Gallium arsenide is built from tetrahedral bonds, four around every atom. If the crystal is scaled uniformly, symmetry keeps every bond angle fixed and all bonds equal, so the energy depends on a single length. The table follows that energy, computed in the local density approximation (LDA), as the crystal passes from slight compression to marked expansion. Volume and energy are both per atom, and the energy is counted from the minimum of a Birch–Murnaghan curve fitted to all seven rows. The cell originally supplied is the one at 22.59 Å³.

Energy of zinc-blende GaAs under uniform scaling of the cell, computed with JDFTx 1.7.0 (patched build) in the LDA (Perdew–Wang), with PseudoDojo 0.4.1 standard scalar-relativistic pseudopotentials, an 8×8×8 k mesh, a 1088 eV plane-wave cutoff and Fermi–Dirac smearing of 0.05 eV. Energies are counted from the minimum of the Birch–Murnaghan fit.

| volume (Å³/atom) | energy (meV/atom) |
| --- | --- |
| 21.23 | 5.99 |
| 21.69 | 0.83 |
| 22.14 | 0.31 |
| 22.59 | 3.94 |
| 23.04 | 11.18 |
| 23.49 | 21.62 |
| 23.95 | 34.90 |

**(a) Which cell lies closest to equilibrium, and why does the cell at 21.69 Å³ cost more than twice the energy of the one at 22.14 Å³?**

*Solution.* The cell at 22.14 Å³ is the closest, but it is not the equilibrium itself. The fitted curve has its minimum at 21.96 Å³, between the second and third rows, which is why no row has zero energy.

Near a minimum the forces of attraction and repulsion cancel, so a small change of size costs energy only in proportion to its square. The cell at 21.69 Å³ lies about one and a half times as far from the minimum as the cell at 22.14 Å³. Squaring the distances gives a ratio of 2.5, while the energies stand in a ratio of 2.7. Most of the difference is therefore plain distance. The small remainder should not be read closely, because rounding and scatter weigh on a ratio whose lower energy is only 0.31 meV.

**(b) The atoms in the supplied cell feel no net force. Is that cell at rest, and would another density functional change the answer?**

*Solution.* It is not at rest. Each atom sits at the centre of a regular tetrahedron, so the pulls of its four neighbours cancel whatever the bond length. The cell as a whole can still be stretched. Its bonds are 0.9 % longer than the 2.43 Å at the minimum, and the energies of the two neighbouring rows imply a tension of about 1.9 GPa. A calculation that checks only the forces would miss this; the stress has to be checked as well.

The supplied cell is close to the size of the real crystal at room temperature. LDA is known to bind solids somewhat too strongly and so to make them too small, which fits the direction of the offset. The functional does not carry the whole blame, because the calculation holds the nuclei still, whereas zero-point motion and heat swell a real crystal slightly. A gradient-corrected functional usually gives longer bonds and a softer crystal, so it would move the minimum towards larger volume.

**(c) Compress the crystal by some amount, or stretch it by the same amount: which costs more, and why?**

*Solution.* Compression costs more. The smallest cell lies 3.3 % below the equilibrium volume and costs 5.99 meV per atom. On the fitted curve, an equal stretch costs only 5.2 meV.

The reason lies in the different reach of two opposing effects. Bonding draws the atoms together, and it fades gradually as they separate. Against it stands a repulsion that comes from squeezing electrons into less space and from pressing the valence electrons of one atom against the filled inner shells of its neighbour, which they must avoid. This repulsion is short-ranged: it climbs steeply when the bond shortens and dies away quickly when the bond lengthens.

The stiffness of the crystal is the curvature of the total energy, and the two parts contribute to it with opposite signs. The steep repulsive wall curves upwards and supplies the stiffness, while the attraction curves the other way and takes some of it back. On stretching, the repulsive share shrinks faster than the attractive one, so the crystal softens. On compression the repulsive share gains and the crystal hardens. The table gives only the total energy, so this division is an argument from general bonding theory, but the lopsided curve is what it leads to.

**(d) Treat the crystal as a simple spring. How well does that predict the energy of the largest cell?**

*Solution.* An ideal spring stores energy in proportion to the square of its extension. Take the relative change of volume, x = (V − V₀)/V₀, as the extension, where V is the volume and V₀ its equilibrium value. The bulk modulus B, the resistance to uniform compression, then sets the strength of the spring:

E = ½ B V₀ x²

The Birch–Murnaghan fit gives B = 74.4 GPa. Since 1 eV/Å³ is 160.2 GPa, the product B V₀ is 74.4 × 21.96 / 160.2 = 10.2 eV per atom. The largest cell has x = 0.0903, so

E = ½ × 10.2 eV × 0.0903² = 0.0416 eV = 41.6 meV.

The computed energy is 34.9 meV, so the spring overshoots it by 19 %. In the smallest cell the same spring errs the other way and falls 7 % short. Both errors have one origin: an ideal spring is equally stiff in both directions, and the crystal is not. The two cells were among the seven that fixed B and V₀, so the misses show a wrong shape of the curve and not a poor choice of constants.

The shape improves if the extension is measured differently. A spring in bond length, with the same minimum and modulus, gives 39.2 meV for the largest cell. A spring in Eulerian strain, f = ½[(V₀/V)^(2/3) − 1], gives 36.0 meV, only 3 % too high. This strain follows the inverse square of the bond length, so each further step of stretching changes it by less, and softening is built into the variable. The Birch–Murnaghan curve starts from this spring and adds one adjustable term for the softening that remains.

**(e) How much does the crystal soften across the table, and does it matter for the supplied cell?**

*Solution.* The modulus can be read from the energies without any assumed curve. At each volume it equals V times the curvature of the energy, and the curvature follows from three neighbouring rows. For the supplied cell the three energies give 11.18 − 2 × 3.94 + 0.31 = 3.61 meV. The volumes are spaced by 2 % of this cell, or 0.452 Å³, so

B = 22.59 × 0.00361 / 0.452² × 160.2 GPa ≈ 64 GPa.

The supplied cell is thus about 14 % softer than the crystal at its LDA minimum, although its bonds are less than 1 % longer. Anyone who computes elastic properties has to decide which of the two cells is meant, because the choice alone shifts the bulk modulus by that much.

Across the table the change is larger. The same construction gives 79 GPa at 21.69 Å³ and 52 GPa at 23.49 Å³, with a fall at every step between. A third of the stiffness is lost while the bond lengthens by less than 3 %. The energy still rises all the way to the largest cell, but each step of stretching adds less resistance than the one before.

**(f) Replace gallium by indium, and the bonds become longer. Will the crystal soften as steeply as stretched GaAs does?**

*Solution.* It will be softer, but much less so than the table might suggest. In stretched GaAs the modulus falls roughly as the fifteenth power of the bond length. Among tetrahedral semiconductors, each at its own equilibrium, a well-known rule of thumb has it fall only as about the third or fourth power. For a bond 2.7 % longer, the rule means a loss of about a tenth, where stretched GaAs loses a third.

The two cases differ in what happens to the repulsion. When GaAs is stretched, the same atoms are pulled away from their balance point, and the repulsive wall that provides the stiffness recedes. Indium is a larger atom and brings its own wall further out. Attraction and repulsion strike a new balance at the longer bond, and the repulsion is again strong enough there to hold the bonding in check. What remains is the milder weakening that comes from spreading similar bonding electrons over more space.

The same reasoning serves for other substitutions within a column of the periodic table, where the character of the bond changes little. One should first ask whether a bond is long because its atoms are large or because it is under tension. Larger atoms cost stiffness gently, while tension costs it steeply, as seen here. A substitution that makes the bond more ionic is a separate case: it is expected to soften the crystal even at nearly the same bond length.

**(g) Which digits of the equilibrium volume, the modulus and its pressure slope can be trusted?**

*Solution.* The three quantities describe ever finer features of the curve: where its bottom lies, how strongly it bends there, and how the bending changes. Each is harder to pin down than the one before. A useful test is to leave out the two most stretched cells, where softening beyond the fitted form would matter most, and to refit the same Birch–Murnaghan form by least squares to the other five.

The volume stays at 21.96 Å³ and the modulus at 74.4 GPa, so neither depends much on the far end of the curve. The last digit of the modulus still rests on energies rounded to 0.01 meV and should not be leaned on. The slope, which tells by how many GPa the modulus rises for each GPa of pressure, changes only from 5.08 to 5.05. That agreement flatters it. Five energies barely determine the four constants of the curve, and the statistical error of the shorter fit leaves its slope uncertain by about 0.3. Seven rows should pin the slope more tightly within the Birch–Murnaghan form, but another form of curve is expected to move its first decimal. With only two compressed cells in the table, "about 5" is the fair statement.

These digits describe the LDA crystal at one k mesh and one plane-wave cutoff. A smooth curve does not show that a finer mesh would leave it in place, because an error that varies gently with volume can shift the minimum and still leave the curve smooth. LDA also gives GaAs too small a band gap, and stretching is expected to shrink it further, so in the largest cells the 0.05 eV smearing may place a few electrons across it. The gap is not among the results, but the five-row fit predicts the two largest cells to within 0.03 meV, so any such effect on the energy appears small. For the real material the coarser figure is the one to remember: the LDA volume lies nearly 3 % below that of the supplied cell, a far larger difference than any change between the two fits.
